# Solution key: McClain invariants and the polarisation ratio for 1s → 2s

**Conventions.** Atomic units ($a_0$, $E_h$) are used unless stated. The nucleus is a point of infinite mass, the light is coherent, monochromatic and weak, and no static field acts. $\lambda,\mu$ are unit polarisation vectors. The absorption amplitude is $\lambda_a\mu_bS_{ab}$ (repeated indices summed), and for two photons of one frequency $\omega$

$$S_{ab}=\sum_n\frac{\langle f|r_a|n\rangle\langle n|r_b|i\rangle+\langle f|r_b|n\rangle\langle n|r_a|i\rangle}{E_n-E_i-\omega}=S_{ba}.$$

## 1. Isotropic average

The average of four direction cosines is a combination of the three products of two Kronecker deltas. Their Gram matrix has 9 on the diagonal and 3 elsewhere, and its inverse is $1/30$ times a matrix with 4 on the diagonal and $-1$ elsewhere. With $p=|\lambda\cdot\mu|^2$, $q=|\lambda\cdot\mu^*|^2$,

$$\delta=(4p-q-1)\,\delta_F+(4-p-q)\,\delta_G+(4q-p-1)\,\delta_H,$$

where $\delta_F=S_{aa}S_{bb}^*/30$, $\delta_G=S_{ab}S_{ab}^*/30$, $\delta_H=S_{ab}S_{ba}^*/30$. Symmetry of $S$ gives $\delta_H=\delta_G$. One linear beam has $p=q=1$; one circular beam has $p=0$, $q=1$. Hence

$$\delta_{\rm lin}=2\delta_F+4\delta_G,\qquad \delta_{\rm circ}=-2\delta_F+6\delta_G .$$

Split $S=s_0\mathbf 1+T$ with $T$ traceless and $|T|^2=T_{ab}T^*_{ab}$. Then $30\delta_F=9|s_0|^2$, $30\delta_G=3|s_0|^2+|T|^2$, and

$$\delta=p\,|s_0|^2+\frac{3+3q-2p}{30}|T|^2 .$$

## 2. The anisotropy parameter

$\Omega=\delta_{\rm circ}/\delta_{\rm lin}$ is dimensionless and depends only on $x=|T|^2/|s_0|^2$:

$$\Omega=\frac{|T|^2/5}{|s_0|^2+2|T|^2/15}=\frac{3x}{15+2x}.$$

- Small $x$: $\Omega=x/5-2x^2/75+\dots$; an isotropic tensor gives 0.
- Large $x$: $\Omega=3/2-45/(4x)+\dots$; the bound $3/2$ is approached from below.
- Crossover: ranks 0 and 2 contribute equally to $\delta_{\rm lin}$ at $x=15/2$, where $\Omega=3/4$. $\Omega=1$ at $x=15$.
- ${\rm diag}(a,a,b)$ has $x=6(b-a)^2/(2a+b)^2$. A single diagonal element ($a=0$) gives $x=6$, $\Omega=2/3$; a planar tensor ($b=0$) gives $x=3/2$, $\Omega=1/4$.

The trace is invariant under every point-group operation. From a totally symmetric initial state it reaches only totally symmetric final states, so any other allowed final state has $s_0=0$ and $\Omega=3/2$; 1s → 3d is the atomic case. The converse fails, since $b=-2a$ also gives $3/2$.

## 3. The tensor for 1s → 2s

Both states are spherical, so $S_{ab}=2M\delta_{ab}$ with $M=\langle 2s|z\,(H-E)^{-1}z|1s\rangle$. For H, $\omega=3/16$ and $E=-1/2+3/16=-\kappa^2/2$ with $\kappa=\sqrt{5/8}$. The $p$-wave Sturmian functions $\phi_k=[k!/(k+3)!]^{1/2}\xi^2e^{-\xi/2}L^{(3)}_k(\xi)$, $\xi=2\kappa r$, are orthonormal with weight $1/r$ and obey $(H-E)\phi_k=[(k+2)\kappa-1]\phi_k/r$. With the angular factor $1/3$,

$$M=\frac13\sum_{k\ge0}\frac{\int u_{2s}\,r\,\phi_k\,dr\int u_{1s}\,r\,\phi_k\,dr}{(k+2)\kappa-1},$$

$u_{1s}=2re^{-r}$, $u_{2s}=r(1-r/2)e^{-r/2}/\sqrt2$. The terms $k=0$ to 4, factor $1/3$ included, are $-6.922$, $-1.418$, $0.554$, $-0.074$, $0.006$, and $M=-7.854$. The 2p state alone gives $(-3)(128\sqrt2/243)/(3/16)=-11.92$; higher $p$ states and the continuum return $+4.07$.

Thus $s_0=-15.71$, $T=0$, $\delta_F=74.0$, $\delta_G=24.7$, $\delta_{\rm lin}=247$, and $\delta_{\rm circ}=0$ because $\delta_F=3\delta_G$ exactly.

## 4. Dimensions and scaling with $Z$

$S$ is length² over energy. Lengths scale as $a_0/(Zm_r)$ and energies as $Z^2m_rE_h$, with $m_r$ the reduced mass in units of $m_e$. Hence $S\propto Z^{-4}m_r^{-3}$, $\delta\propto Z^{-8}m_r^{-6}$ and $\hbar\omega=\tfrac{3}{16}Z^2m_rE_h$.

In SI units, a linear field $\mathcal E_0\cos\omega t$ couples by $e\mathcal E_0/2$ per photon, so $V=e^2\mathcal E_0^2|M|/4=e^2|s_0|I/(4c\varepsilon_0)$ with $I=c\varepsilon_0\mathcal E_0^2/2$. For H, $V/(hI)=3.68\times10^{-5}$ Hz per W m$^{-2}$. With photon flux $\Phi=I/\hbar\omega$, $V/\hbar=\pi\alpha\,\hbar\omega\,|s_0|\Phi$. The golden rule gives the excitation rate $W=2\pi(V/\hbar)^2g=\sigma_2\Phi^2$,

$$\sigma_2=2\pi^3\alpha^2a_0^4\,\omega^2\delta\;g ,$$

with $\omega$, $\delta$ in atomic units and $g$ (in s) normalised over the angular frequency $2\omega$. A cross section defined by photon loss is twice this. The integrated strength $\sigma_2/g$ scales as $Z^{-4}$. Nonrelativistic values, scaled from the unrounded $M$:

| ion | $\hbar\omega$ (eV) | wavelength (nm) | $\delta_{\rm lin}$ (a.u.) | $\sigma_2/g$ (cm$^4$) | $(Z\alpha)^2$ |
|---|---|---|---|---|---|
| H | 5.10 | 243 | 247 | $2.25\times10^{-35}$ | $5.33\times10^{-5}$ |
| Li$^{2+}$ | 45.9 | 27.0 | 0.0376 | $2.77\times10^{-37}$ | $4.79\times10^{-4}$ |
| C$^{5+}$ | 184 | 6.75 | $1.47\times10^{-4}$ | $1.73\times10^{-38}$ | $1.92\times10^{-3}$ |
| Si$^{13+}$ | $1.00\times10^{3}$ | 1.24 | $1.7\times10^{-7}$ | $5.8\times10^{-40}$ | 0.0104 |

For one beam in H gas at an illustrative 300 K, the most probable speed is $u=\sqrt{2k_BT/m_{\rm H}}=2.22$ km s$^{-1}$. The Doppler $1/e$ half-width is $2\omega u/(2\pi c)=18.3$ GHz and the peak of $g$ is $c/(2\omega u\sqrt\pi)=4.90\times10^{-12}$ s. The model's peak value is $\sigma_2=1.10\times10^4$ GM (1 GM $=10^{-50}$ cm$^4$ s). At fixed temperature it scales as $Z^{-6}$ times the square root of the ion mass.

**Corrections to $\delta_{\rm lin}$.** Finite nuclear mass $m_N$ enters twice. The factor $m_r^{-6}$ gives $6m_e/m_N$. In addition, with $\mathbf r=\mathbf r_e-\mathbf r_N$ the internal dipole of charges $-e$ and $Ze$ is $-e\mathbf r\,(m_N+Zm_e)/(m_N+m_e)=-e\mathbf r\,[1+(Z-1)m_e/(m_N+m_e)]$; the bracket multiplies each $r$ in $S$ and enters $\delta$ to the fourth power, giving $4(Z-1)m_e/m_N$. The total increase is $(4Z+2)m_e/m_N$, which is $6m_e/m_p=0.33$ % for H. Relativistic terms are of relative order $(Z\alpha)^2$. Retardation has parameter $ka_0/Z=3Z\alpha/16$ ($k=\omega/c$); its first order vanishes by parity, so it also enters at $(Z\alpha)^2$. With $m_N\approx2Zm_p$ the mass correction is $(2+1/Z)m_e/m_p$, 0.12 % for C$^{5+}$, and tends to a constant. With a unit coefficient assumed for the relativistic term, the two corrections cross at $Z^2=(2+1/Z)\,m_e/(m_p\alpha^2)$, so the model's crossover is $Z\approx5$. The parameter $(Z\alpha)^2$ reaches 0.1 at $Z\approx43$, beyond which the $Z^{-8}$ law is only a guide.

## 5. Is $\Omega=0$ protected?

**Spin and relativity.** In the double group both levels carry $D^{(1/2)}$, and $D^{(1/2)}\otimes D^{(1/2)}=D^{(0)}\oplus D^{(1)}$. Rank 2 is absent, and rank 1 is the antisymmetric tensor, which identical dipole photons lack. More strongly, two co-propagating plane-wave photons of one helicity transfer $\Delta M=\pm2$ about the beam axis in every multipole order, which $J=\tfrac12\to\tfrac12$ cannot absorb. For a spinless nucleus ($^{12}$C$^{5+}$, $^{28}$Si$^{13+}$) $\Omega=0$ to all orders in $Z\alpha$.

**Hyperfine coupling.** In H only $F=1$, $M_F=\mp1\to\pm1$ can take $\Delta M=\pm2$. The contact term is an orbital scalar and alters only $s_0$. The spin–spin dipolar term has orbital rank 2, and its energy scale $g_N(m_e/m_p)\alpha^2Z^3E_h$, relative to $Z^2E_h$, is

$$\eta=g_N\frac{m_e}{m_p}\alpha^2Z .$$

With the approximate proton value $g_N=5.586$, $\eta=1.62\times10^{-7}$. The Fermi splitting of 1s, $\tfrac43\eta E_h/h=1.42$ GHz, lies well inside the Doppler width. Then $x=C^2\eta^2$, where $C$ is a pure number that this scaling argument does not fix, and $\Omega\simeq C^2\eta^2/5\propto Z^2$. For $C=1$ the model's floor is $\Omega_0=5\times10^{-15}$, an order of magnitude only. For nuclear spin 1 or more a quadrupole moment $Q$ adds the parameter $QZ/a_0^2$, equal to $3.6\times10^{-8}Z$ for an illustrative 1 barn, which rivals $\eta=2.9\times10^{-8}g_NZ$.

## 6. Optical parameters

**Ellipticity.** Let a fraction $\epsilon$ of the intensity have the wrong helicity. Then $q=1$, $p=4\epsilon(1-\epsilon)$, and since $\delta$ is linear in $p$,

$$\Omega_{\rm app}=\Omega+(1-\Omega)\,4\epsilon(1-\epsilon).$$

For 1s → 2s this is $4\epsilon-4\epsilon^2$, rising to 1 at $\epsilon=1/2$ (linear light). A quarter-wave plate with retardance $\pi/2+\Delta$, fed at 45°, gives $\lambda=(1,ie^{i\Delta},0)/\sqrt2$ and $p=\sin^2\Delta=\Delta^2-\Delta^4/3+\dots$

**Crossing angle.** Take one photon from each of two beams of equal helicity at angle $\theta$: $\lambda=(1,i,0)/\sqrt2$, $\mu=(\cos\theta,i,-\sin\theta)/\sqrt2$. Then $\lambda\cdot\mu=-\sin^2(\theta/2)$, and relative to both photons polarised along $y$ the ratio for a scalar tensor is

$$\sin^4(\theta/2)=\frac{\theta^4}{16}\left(1-\frac{\theta^2}{6}+\dots\right).$$

It is $6.25\times10^{-10}$ at 10 mrad and $1/2$ at 114.5°. Near $\theta=\pi$ it is $1-(\pi-\theta)^2/2$. At $\theta=\pi$ the photons have $\mu=-\lambda^*$ and carry opposite angular momentum about the common axis; this Doppler-free term is fully allowed, while each beam alone excites nothing. The zero of $\Omega$ therefore refers to co-rotating fields only.

**Crossovers.** The optical leakage equals $\Omega_0$ at $\epsilon=\Omega_0/4\approx1\times10^{-15}$, $\Delta=\sqrt{\Omega_0}\approx7\times10^{-8}$ rad, or $\theta=(16\Omega_0)^{1/4}\approx0.5$ mrad. An illustrative $\Delta=1^\circ$ gives the model's $\Omega_{\rm app}=3.0\times10^{-4}$, nearly eleven orders of magnitude above $\Omega_0$, so a residual circular signal at that level reports the polarisation purity and not the atom.